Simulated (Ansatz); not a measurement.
A series in volume scale on ScIr2

Results calculated with Ansatz 0.2.0, not measured. Free energy against uniform scaling of the volume at fixed shape and fractions; periodic cell, basis, potentials, k mesh and filling as listed.

The cell before it is scaled or strained (space group Fd-3m, No. 227):
```
CELL_PARAMETERS angstrom
0.00000 3.67400 3.67400
3.67400 0.00000 3.67400
3.67400 3.67400 0.00000
ATOMIC_POSITIONS crystal
Sc 0.00000 0.00000 0.00000
Sc 0.25000 0.25000 0.25000
Ir 0.62500 0.62500 0.62500
Ir 0.12500 0.62500 0.62500
Ir 0.62500 0.62500 0.12500
Ir 0.62500 0.12500 0.62500
```

Settings of every row: functional PBEsol; dispersion none; potentials PAW; wave cutoff 470 eV; density cutoff 1880 eV; k mesh 6x6x6; k shift 0x0x0; occupations gaussian; smearing width 0.1 eV; spin none.

Limits: coarse k mesh, up to 40 meV an atom off; no spin-orbit coupling, which can matter with elements this heavy.

```
row  volume scale  V (Å³/atom)  energy above lowest point (meV/atom)
  1          0.94       15.539                                  33.7
  2          0.96        15.87                                  11.1
  3          0.98         16.2                                   0.3
  4             1       16.531                                     0
  5          1.02       16.862                                   9.1
  6          1.04       17.192                                     ?
  7          1.06       17.523                                  51.6
```

Question: what energy above lowest point should row 6 give?

Worked fit of energy above lowest point. Take u = (V_r/V)^(2/3) − 1 with V_r = 16.365 Å³ an atom, which is twice the finite (Eulerian) strain; such expansions in the strain, on which the Birch-Murnaghan equation of state is built, carry the rest volume and the bulk modulus. The shown rows have u = 0.03513, 0.02069, 0.00678, -0.00671, -0.01975, -0.04456. Least squares give energy above lowest point = −1.1 + 20.6 × u + 27341 × u² + 7648 × u³ meV/atom; a parabola predicts inner rows, each left out in turn, worse (root mean square 0.15 against 0.0075 meV/atom). All shown rows lie on it to the printed digit. Its lowest point lies at u = -0.0004, or V = 16.37 Å³ an atom, and the curvature there gives the bulk modulus at fixed shape and fractions, B = (4/9)(1 + u)² E″(u)/V = 238 GPa. The withheld row has u = -0.03233, so the fit gives −1.1 + 20.6 × (-0.03233) + 27341 × (-0.03233)² + 7648 × (-0.03233)³ = 26.6 meV/atom.

The calculation gave 26.6 meV/atom. The fit meets it to the printed digit.
